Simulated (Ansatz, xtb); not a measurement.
**Two isomers of AlFH2OSi**

Structure X is `F[SiH2][O][Al]`, a singlet and structure Y is `F[Si][O][AlH2]`, a singlet. Both are isolated molecules in the gas phase, relaxed with PBE0-D3(BJ)/pcseg-1; the shapes shown needn't be the lowest conformers.

X (Å):

```xyz
6

Al    3.0395    1.8746   -1.5191
F    -0.6903    1.3501   -3.1491
O     1.6962    0.9196   -2.0540
Si    0.3365    0.2049   -2.6126
H     0.6452   -0.6718   -3.7701
H    -0.3600   -0.5185   -1.5192
```

Y (Å):

```yaml
atoms:
  - { symbol: Al, position_ang: [2.0370, 1.2594, -1.0171] }
  - { symbol: F, position_ang: [-0.4148, 4.0792, -1.5461] }
  - { symbol: O, position_ang: [0.4308, 1.8293, -0.7411] }
  - { symbol: Si, position_ang: [-0.9309, 2.7442, -0.7179] }
  - { symbol: H, position_ang: [2.2857, 0.4053, -2.3235] }
  - { symbol: H, position_ang: [3.1210, 1.5941, 0.0833] }
```

Quicker runs give these differences E(Y) − E(X): GFN2-xTB −0.309 eV; HF/STO-3G −0.302 eV (at GFN2-xTB geometries); r2SCAN-D4/def2-SVP +0.853 eV (at GFN2-xTB geometries).

Question: Estimate E(Y) − E(X) at the level CCSD(T)/def2-TZVP.

Answer: Calculated at CCSD(T)/def2-TZVP: E(Y) − E(X) = +0.951 eV, so structure X lies lower.

How the difference moves with the method:

```tsv
level	geometry	E(Y) − E(X) (eV)	departure from the last row (eV)	job, with rough time for the two
GFN2-xTB	GFN2-xTB	−0.309	−1.260	optimisation, 0.51 s
HF/STO-3G	GFN2-xTB	−0.302	−1.253	single point, 0.8 s
r2SCAN-D4/def2-SVP	GFN2-xTB	+0.853	−0.098	single point, 5.1 s
PBE0-D3(BJ)/pcseg-1	PBE0-D3(BJ)/pcseg-1	+0.967	+0.016	optimisation, 68 s
HF/def2-TZVP	PBE0-D3(BJ)/pcseg-1	+1.066	+0.115	part of the CCSD(T) run
MP2/def2-TZVP	PBE0-D3(BJ)/pcseg-1	+0.965	+0.014	part of the CCSD(T) run
CCSD(T)/def2-TZVP	PBE0-D3(BJ)/pcseg-1	+0.951		single point, 94 s
```

As drawn, Y has 2 Al–H in place of 2 Si–H.

GFN2-xTB, HF/STO-3G put the two in the other order. The largest departure from CCSD(T)/def2-TZVP is that of GFN2-xTB, 1.260 eV.

With harmonic frequencies from PBE0-D3(BJ)/pcseg-1 (ideal gas, rigid rotor, one conformer each, 298.15 K, 1 atm): on the last row, ΔE + ΔZPE = +0.826 eV. A mode under 50 cm⁻¹ makes harmonic enthalpies and free energies unreliable, so none is given.

The correlated steps freeze 12 core orbitals. Codes used: Ansatz 0.2.0, xtb 6.7.1; the last row on 1 thread of Intel(R) Xeon(R) Processor @ 2.50GHz (Skylake/Cascade Lake) on a shared host.

Isomer X lies 0.951 eV below Y, and the pair is best read as a contest between oxidation states. X joins tetravalent silicon to aluminium(I), whereas Y joins a silylene-like silicon(II) to aluminium(III). Both keep the Si–F bond and the Si–O–Al bridge, so the preference probably reflects stronger Si–H than Al–H bonds, together with aluminium's greater tolerance of a low-valent state with a 3s-type lone pair.

Hartree–Fock already gives the right order in the larger basis, so correlation only trims the gap. The reversed sign in STO-3G therefore points mainly to the minimal basis, which lacks the polarisation functions needed to describe silicon bound to fluorine and oxygen. Geometry is an unlikely culprit, since r2SCAN recovers the order on the same type of structure. Zero-point energy narrows the gap to 0.826 eV, as expected when stiffer Si–H bonds are exchanged for softer Al–H ones. Isomers with fluorine on aluminium weren't compared, so X isn't shown to be the global minimum.
